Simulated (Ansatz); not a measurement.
A series in volume scale on CaO

All results are calculated (Ansatz 0.2.0). Free energy against uniform scaling of the volume at fixed shape and fractions; periodic cell, basis, potentials, k mesh and filling as listed.

The cell before it is scaled or strained (space group Fm-3m, No. 225):
```
CaO
1.0
      0.0000     2.4065     2.4065
      2.4065     0.0000     2.4065
      2.4065     2.4065     0.0000
Ca O
1 1
Direct
  0.00000 0.00000 0.00000
  0.50000 0.50000 0.50000
```

Settings of every row: functional LDA; dispersion none; potentials all-electron LAPW; k mesh 7x7x7; k shift 0x0x0; occupations fixed; smearing width 0 eV; spin none.

Limits: minimum outside the range.

| row | volume scale | V (Å³/atom) | energy above lowest point (meV/atom) |
| --- | --- | --- | --- |
| 1 | 0.94 | 13.1 | 0 |
| 2 | 0.96 | 13.379 | 3.2 |
| 3 | 0.98 | 13.658 | ? |
| 4 | 1 | 13.937 | 21.6 |
| 5 | 1.02 | 14.215 | 36 |
| 6 | 1.04 | 14.494 | 53.3 |
| 7 | 1.06 | 14.773 | 73.3 |

Question: what energy above lowest point should row 3 give?

Worked fit of energy above lowest point. Take u = (V_r/V)^(2/3) − 1 with V_r = 14.076 Å³ an atom, which is twice the finite (Eulerian) strain; such expansions in the strain, on which the Birch-Murnaghan equation of state is built, carry the rest volume and the bulk modulus. The shown rows have u = 0.04907, 0.03444, 0.00664, -0.00653, -0.01932, -0.03171. Least squares give energy above lowest point = 28.4 − 1087.9 × u + 10367 × u² meV/atom; a straight line predicts inner rows, each left out in turn, worse (root mean square 6.5 against 0.056 meV/atom). The rows lie off it by 0.0, 0.0, 0.0, 0.1, 0.0, 0.0. The withheld row has u = 0.0203, so the fit gives 28.4 − 1087.9 × (0.0203) + 10367 × (0.0203)² = 10.6 meV/atom.

The calculation gave 10.5 meV/atom. The fit lies 0.1 meV/atom (0.14 % of the column's range) above it, one unit of the last digit.
